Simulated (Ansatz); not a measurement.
# WC: the change of energy above lowest point and pressure with volume scale

Results calculated with Ansatz 0.2.0, not measured. Free energy against uniform scaling of the volume at fixed shape and fractions; periodic cell, basis, potentials, k mesh and filling as listed.

The cell before it is scaled or strained (space group Fm-3m, No. 225):
```
WC
1.0
      0.0000     2.1927     2.1927
      2.1927     0.0000     2.1927
      2.1927     2.1927     0.0000
W C
1 1
Direct
  0.00000 0.00000 0.00000
  0.50000 0.50000 0.50000
```

Settings of every row: functional PBEsol; dispersion none; potentials PAW; wave cutoff 500 eV; density cutoff 2000 eV; k mesh 11x11x11; k shift 0x0x0; occupations cold; smearing width 0.05 eV; spin none.

Limits: coarse k mesh, up to 40 meV an atom off; no spin-orbit coupling, which can matter with elements this heavy; the cell comes from a prototype or a list of computed structures and needn't be the stable phase.

```
row  volume scale  V (Å³/atom)  energy above lowest point (meV/atom)  pressure (GPa)
  1          0.88        9.277                                 133.8           48.61
  2          0.92        9.699                                  38.6           24.63
  3          0.96       10.121                                     0            5.38
  4             1       10.542                                   6.9          -10.04
  5          1.04       10.964                                     ?               ?
  6          1.08       11.386                                 122.9          -32.42
  7          1.12       11.807                                 219.1          -40.41
```

Question: what energy above lowest point and pressure should row 5 give?

Worked fit of energy above lowest point. Take u = (V_r/V)^(2/3) − 1 with V_r = 10.332 Å³ an atom, which is twice the finite (Eulerian) strain; such expansions in the strain, on which the Birch-Murnaghan equation of state is built, carry the rest volume and the bulk modulus. The shown rows have u = 0.07445, 0.04305, 0.01385, -0.01332, -0.06271, -0.08512. Least squares give energy above lowest point = −1.6 − 266 × u + 27689 × u² + 4181 × u³ meV/atom; a parabola predicts inner rows, each left out in turn, worse (root mean square 0.64 against 0.083 meV/atom). The rows lie off it by 0.0, 0.0, 0.0, 0.1, 0.0, 0.0. Its lowest point lies at u = 0.0048, or V = 10.26 Å³ an atom, and the curvature there gives the bulk modulus at fixed shape and fractions, B = (4/9)(1 + u)² E″(u)/V = 389 GPa. The withheld row has u = -0.03881, so the fit gives −1.6 − 266 × (-0.03881) + 27689 × (-0.03881)² + 4181 × (-0.03881)³ = 50.2 meV/atom.

The calculation gave 50.2 meV/atom. The fit meets it to the printed digit.

Worked fit of pressure. Take u = (V_r/V)^(2/3) − 1 with V_r = 10.332 Å³ an atom, which is twice the finite (Eulerian) strain; such expansions in the strain, on which the Birch-Murnaghan equation of state is built, carry the rest volume and the bulk modulus. The shown rows have u = 0.07445, 0.04305, 0.01385, -0.01332, -0.06271, -0.08512. Least squares give pressure = −2.764 + 566.28 × u + 1567.2 × u² + 1287 × u³ GPa; a parabola predicts inner rows, each left out in turn, worse (root mean square 0.19 against 0.019 GPa). The rows lie off it by 0.00, 0.01, 0.00, -0.01, 0.01, -0.01. The pressure vanishes at u = 0.0048, or V = 10.26 Å³ an atom, and there the bulk modulus at fixed shape and fractions is B = −V dP/dV = (2/3)(1 + u) dP/du = 390 GPa. The withheld row has u = -0.03881, so the fit gives −2.764 + 566.28 × (-0.03881) + 1567.2 × (-0.03881)² + 1287 × (-0.03881)³ = -22.46 GPa.

The calculation gave -22.44 GPa. The fit lies 0.02 GPa (0.022 % of the column's range) below it; its largest miss of a shown row is 0.01 GPa.
